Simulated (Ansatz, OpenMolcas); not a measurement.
## A ladder of methods for CHClFGeN (SMILES N#[C][GeH]([F])[Cl])

CHClFGeN has 6 atoms, charge 0, and is taken as a singlet. As SMILES, `N#[C][GeH]([F])[Cl]`. The shape is that of a PBE0-D4/def2-TZVP optimisation.

```tsv
atom	x (Å)	y (Å)	z (Å)
N	-1.0369	-2.3070	0.0307
C	-0.5440	-1.2673	0.0401
Ge	0.2371	0.4779	0.1077
F	1.8960	0.2538	-0.2766
Cl	-0.6276	1.6481	-1.4239
H	0.1173	1.1304	1.4758
```

Each level gives the energy change with the Ge3–F4 bond stretched from 1.718 to 3.092 Å (eV). The values are calculated.

```csv
level,kind,program,value (eV),less CCSD(T)/cc-pVDZ
HF/cc-pVDZ (restricted),Hartree–Fock,Ansatz,5.88,+1.51
revPBE/cc-pVDZ (restricted),GGA,OpenMolcas,4.03,-0.34
M06-L/cc-pVDZ (restricted),meta-GGA,OpenMolcas,4.42,+0.05
PBE0/cc-pVDZ (restricted),global hybrid,OpenMolcas,4.83,+0.46
HSE06/cc-pVDZ (restricted),range-separated hybrid,Ansatz,4.81,+0.44
wB97X/cc-pVDZ (restricted),range-separated hybrid,Ansatz,5.18,+0.81
B2PLYP/cc-pVDZ (restricted),double hybrid,Ansatz,4.66,+0.29
PBE-QIDH/cc-pVDZ (restricted),double hybrid,Ansatz,5.17,+0.80
RPA@PBE/cc-pVDZ (restricted),RPA,Ansatz,3.97,-0.40
CCSD(T)/cc-pVDZ (restricted),coupled cluster or CI,OpenMolcas,4.37,0.00
```

Differences are taken from CCSD(T)/cc-pVDZ (restricted) for orientation; it has basis-set and higher-order errors of its own. At this stretch a single reference begins to fail. All-electron rows without a relativistic Hamiltonian named are non-relativistic. The first shape isn't each level's own minimum. The values span 3.97 to 5.88 eV. In the correlated wave-function rows the outer d shell of Ge is correlated, in sets not made for it.

Stretching the Ge–F bond costs most in Hartree–Fock, 5.88 eV, and least in RPA, 3.97 eV. The bond is strongly polar, but pulling it apart towards neutral fragments should leave one electron on each side. A restricted determinant keeps the pair in a common orbital and so retains too much ionic character, which raises the energy of the stretched geometry. Left-right correlation removes much of this penalty.

Among the functionals without a perturbative or RPA correlation term, the cost rises from the semilocal forms through PBE0 and HSE06 to wB97X, in line with the growing role of exact exchange. B2PLYP breaks that order, falling below PBE0 despite its larger exchange share, probably because its second-order correlation offsets part of the penalty. The near-equality of PBE0 and HSE06 suggests that long-range exchange screening matters little here. M06-L lies closest to CCSD(T), but one energy difference cannot separate a sound description from error cancellation. Nor do these values give a bond dissociation energy, since separated, relaxed fragments were not computed.
